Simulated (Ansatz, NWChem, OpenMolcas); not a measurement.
**Appearance energy of a fragment ion: SiH3(NH) → [SiH3]+ + NH + e⁻**

Species: SiH3(NH), doublet; [SiH3]+ `[SiH3+]`, singlet; NH (imidogen), triplet. 

Shapes, held fixed at every level: PBE0-D4/def2-TZVP; NH at the measured bond length. Programs: Ansatz 0.2.0, NWChem 7.3.0, OpenMolcas 26.06. A level may come from different programs for different species; with the same settings they agree closely. Electronic energies: no zero-point or thermal term.

```csv
level,kind,ΔE (eV)
HF/STO-3G,Hartree–Fock,+7.60
HF/3-21G,Hartree–Fock,+9.52
HF/def2-SVP,Hartree–Fock,+9.94
B3LYP/6-31G* (Cartesian functions),global hybrid,+11.71
PBE0/def2-SVP,global hybrid,+11.87
```

PBE0/def2-SVP gives ΔE = +11.87 eV; the levels span +7.60 to +11.87. The median of the levels is +9.94. No measured value is set beside it here. Open shells run unrestricted unless RO is named. The onset seen in experiment also holds zero-point changes and kinetic shifts. Rows in sets without polarisation functions are far from converged.

Forming the silyl cation from SiH3(NH) costs +11.87 eV with PBE0/def2-SVP but only +9.94 eV with Hartree–Fock in the same basis, so the treatment of correlation matters greatly here. The process breaks the Si–N bond and removes an electron, leaving closed-shell [SiH3]+ and triplet NH; Hartree–Fock probably puts the threshold too low because it misses the correlation energy of the electron pair that is lost. Within Hartree–Fock the energy rises with each larger basis, which suggests that added flexibility favours the neutral radical, with its polar Si–N bond, over the compact cation and separated NH. Placing the charge on silyl fits the electropositive character of silicon, though the competing channel to NH⁺ and neutral SiH3 is not computed. The median is simply the Hartree–Fock/def2-SVP value and is no better an estimate for being central. The closeness of the two hybrids supports a threshold well above the Hartree–Fock values, but does not establish convergence with basis set.
